Tin diselenide, SnSe₂, is a layered semiconductor. The table follows its top filled and first empty levels at four wave vectors: Γ, A, M and L, in the order of the rows. The cell is squeezed to 0.96 of its volume. The "state start level" comes from PBE. The "state corrected level" replaces the PBE exchange and correlation by bare Hartree-Fock exchange, to first order and on the same orbitals. Both columns count from the top filled level at Γ.

First-order Hartree-Fock levels of SnSe₂ at 0.96 of its volume, from Yambo 5.3.0 on Quantum ESPRESSO PBE states with spin-orbit coupling. The runs use PseudoDojo 0.4 fully relativistic PBE standard potentials, a 2×2×2 k mesh and a cutoff of 1170 eV (86 Ry) for both wavefunctions and exchange. Each column of levels counts from its own highest filled level.

| row | state k b (reciprocal cell vector) | state k c (reciprocal cell vector) | state band | state start level (eV) | state corrected level (eV) |
| --- | --- | --- | --- | --- | --- |
| 1 | 0.000 | 0.000 | top filled | 0.000 | 0.000 |
| 2 | 0.000 | 0.000 | first empty | 1.169 | 8.220 |
| 3 | 0.000 | -0.500 | top filled | -0.171 | -0.619 |
| 4 | 0.000 | -0.500 | first empty | 2.525 | 9.652 |
| 5 | -0.500 | 0.000 | top filled | -0.357 | -0.680 |
| 6 | -0.500 | 0.000 | first empty | 1.107 | 7.457 |
| 7 | -0.500 | -0.500 | top filled | -0.741 | -0.951 |
| 8 | -0.500 | -0.500 | first empty | 0.868 | 7.049 |

**(a) The gap between the top filled level at Γ and the first empty level at L grows from 0.868 to 7.049 eV. Why so much, and is the larger value the better one?**

*Solution.* Exchange lowers a level through the overlap of its orbital with each filled orbital. For a filled state, these partners include the state itself and states of its own band at nearby wave vectors, which look almost the same within each cell, so the lowering is strong. An empty state belongs to a different band. Within each cell, its product with a filled orbital at a nearby wave vector has positive and negative regions that largely cancel, and it gains less. PBE applies one local potential to both kinds of state and largely misses this distinction, so bare exchange drives them apart.

In a crystal the other electrons also polarise and weaken this interaction. Hartree-Fock leaves that screening out, which is the standard reason why it makes semiconductor gaps far too wide. A neighbouring calculation with screened exchange, such as GW, would open the gap much less. So the larger value is not the better one: PBE usually makes semiconductor gaps too small, but bare exchange overshoots by much more. Even the Hartree-Fock gap is uncertain here. The mesh of wave vectors is coarse: it can miss the true band edges, and the exchange itself is summed over only its eight points. The potentials treat the filled d shells of Sn and Se as valence but leave the s and p electrons of the same shells in the core, which can distort the exchange.

**(b) Call the rise of a first empty level from PBE to Hartree-Fock its lift. Is the lift one rigid shift, or does it grow with the energy of the level?**

*Solution.* A rigid shift is the simplest idea, but the lift ranges from 6.18 eV at L to 7.13 eV at A. A stretch is the tempting repair: the higher the level, the less it resembles a filled one, and the more it should rise. The four lifts do stand in the same order as the PBE levels, rising from L through M and Γ to A.

Two pairs of levels tell against a steady stretch. Γ and M start only about 0.06 eV apart, yet their lifts differ by 0.70 eV. A starts 1.36 eV above Γ, yet its lift is only 0.08 eV larger. A straight line cannot be so steep over the first interval and so flat over the second. A curve could pass through all four points only with a sudden step between M and Γ, for which the energy alone offers no reason. Two levels of nearly equal energy can therefore respond quite differently to exchange.

**(c) What does the lift follow instead? Estimate the corrected levels at A and L from those at Γ and M, and say what the uneven lift does to the direct gap.**

*Solution.* Γ and A share the same wave vector within the layer and differ only along the stacking direction. The same holds for M and L. Suppose that the lift depends on the in-plane part alone. Then A takes the lift of Γ, and its level should lie at 2.525 + 7.051 = 9.576 eV; the calculation gives 9.652 eV.

For L, the lift of M gives 0.868 + 6.350 = 7.218 eV, against a computed 7.049 eV. Neither estimate uses the corrected level that it predicts, but the pairing was chosen after all four lifts were known. As the output below shows, one mean lift for each pair misses the four values by 0.07 eV rms. Pairing by the stacking component misses by 0.42 eV, the same as one rigid shift (printed as 0.48 eV because that line divides by three instead of four).

A possible cause lies in the orbitals. The in-plane wave vector sets the phases between neighbouring atoms in a layer, and these phases help to decide how far Sn 5s and Se 4p orbitals can mix. The mixture affects where the electron sits and how it overlaps with the filled states, and hence its exchange. That this mixing produces the two groups is a conjecture. Coupling between the layers matters too: the first empty PBE level rises by 1.36 eV from Γ to A, so the nearly equal lifts there may be partly chance. The coarse sampling of the exchange may also contribute to the groups. Projecting the states onto atomic orbitals would test the mixing, and a denser mesh would show whether the groups persist. If the conjecture survives both tests, the lifts in a related layered crystal should be compared by orbital make-up before energy.

The rule fails for the filled levels: from Γ to A the top filled level sinks by a further 0.45 eV, although the in-plane wave vector is unchanged. A direct gap feels both of its levels. The first empty level is lifted by 0.87 eV less at L than at Γ, and the sinking of the filled level at L makes up only 0.21 eV of this, so the direct gap opens less at L. In PBE the direct gap is smaller at Γ (1.17 eV) than at L (1.61 eV). In Hartree-Fock on this mesh the order is reversed, with 8.22 eV at Γ and 8.00 eV at L, a margin small enough for a denser mesh to change. A rigid shift would have kept the smallest direct gap at Γ.

The analysis program printed:

```
Change from PBE to Hartree-Fock, both counted from the top filled level at Gamma:
  row  PBE level in eV  change in eV
    1                0             0
    2            1.169         7.051
    3           -0.171        -0.448
    4            2.525         7.127
    5           -0.357        -0.323
    6            1.107          6.35
    7           -0.741         -0.21
    8            0.868         6.181
Direct gap at Gamma in PBE (eV): 1.169
Direct gap at L in PBE (eV): 1.609
Direct gap at Gamma in Hartree-Fock (eV): 8.22
Direct gap at L in Hartree-Fock (eV): 8
Opening of the direct gap at Gamma (eV): 7.051
Opening of the direct gap at A (eV): 7.575
Opening of the direct gap at M (eV): 6.673
Opening of the direct gap at L (eV): 6.391
First empty PBE level, A above Gamma (eV): 1.356
Lift of the first empty level, A more than Gamma (eV): 0.076
First empty PBE level, Gamma above M (eV): 0.062
Lift of the first empty level, Gamma more than M (eV): 0.701
Lift of the first empty level, M more than L (eV): 0.169
Lift of the first empty level, A more than L (eV): 0.946
Mean lift of the four first empty levels (eV): 6.677
Mean lift at Gamma and A (eV): 7.089
Mean lift at M and L (eV): 6.265
Rms miss of one rigid shift (eV): 0.4814
fit of shift on 4 rows (emp): constant 6.022 +/- 0.49, coefficient of state_start_level 0.4622 +/- 0.32; rms 0.289, worst 2 -0.488, leave-one-out rms 1.45
  rows outside the fit (model, value, miss): 1 6.022, 0, 6.02; 3 5.943, -0.448, 6.39; 5 5.857, -0.323, 6.18; 7 5.68, -0.21, 5.89
Rms miss of the straight line in the PBE level (eV): 0.2894
Rms miss of two lifts grouped by the in-plane wave vector (eV): 0.06551
Rms miss of two lifts grouped by the stacking component (eV): 0.4163
```
